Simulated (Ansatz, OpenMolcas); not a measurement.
## How basis sets differ on BH2 (boron dihydride)

BH2, doublet, SMILES `[BH2]`. Each level relaxes the structure for itself.

Quantity: the zero-point energy at each level's own minimum, in kJ/mol. The values are calculated.

```
                           level          kind     program  value (kJ/mol)
                      UHF/STO-3G  Hartree–Fock      Ansatz            46.6
                       UHF/3-21G  Hartree–Fock      Ansatz            39.9
UHF/6-31G* (Cartesian functions)  Hartree–Fock      Ansatz            40.2
                     UHF/cc-pVTZ  Hartree–Fock  OpenMolcas            39.4
```

Harmonic and unscaled. The values span 39.4 to 46.6 kJ/mol.

The minimal basis stands apart: STO-3G gives 46.6 kJ/mol, while the three larger sets lie close together between 39.4 and 40.2 kJ/mol. The likely reason is radial flexibility. With a single fixed-size function per valence orbital, the density cannot contract or expand as a B–H bond is compressed or stretched, so the potential well becomes too steep and the vibrations too stiff. Splitting the valence shell removes most of this error. Because hydrogen is light, the two B–H stretches dominate the zero-point energy, and excess stiffness there carries straight into the total.

Further enlargement changes little and not in one direction, since 6-31G* lies slightly above 3-21G before cc-pVTZ gives the lowest value. The closeness of 3-21G to cc-pVTZ may therefore owe something to compensation between modes, and does not make the two equally good for geometry or individual frequencies. Nor does agreement among the larger sets imply agreement with experiment, as the missing electron correlation usually leaves Hartree–Fock stretching frequencies too high.
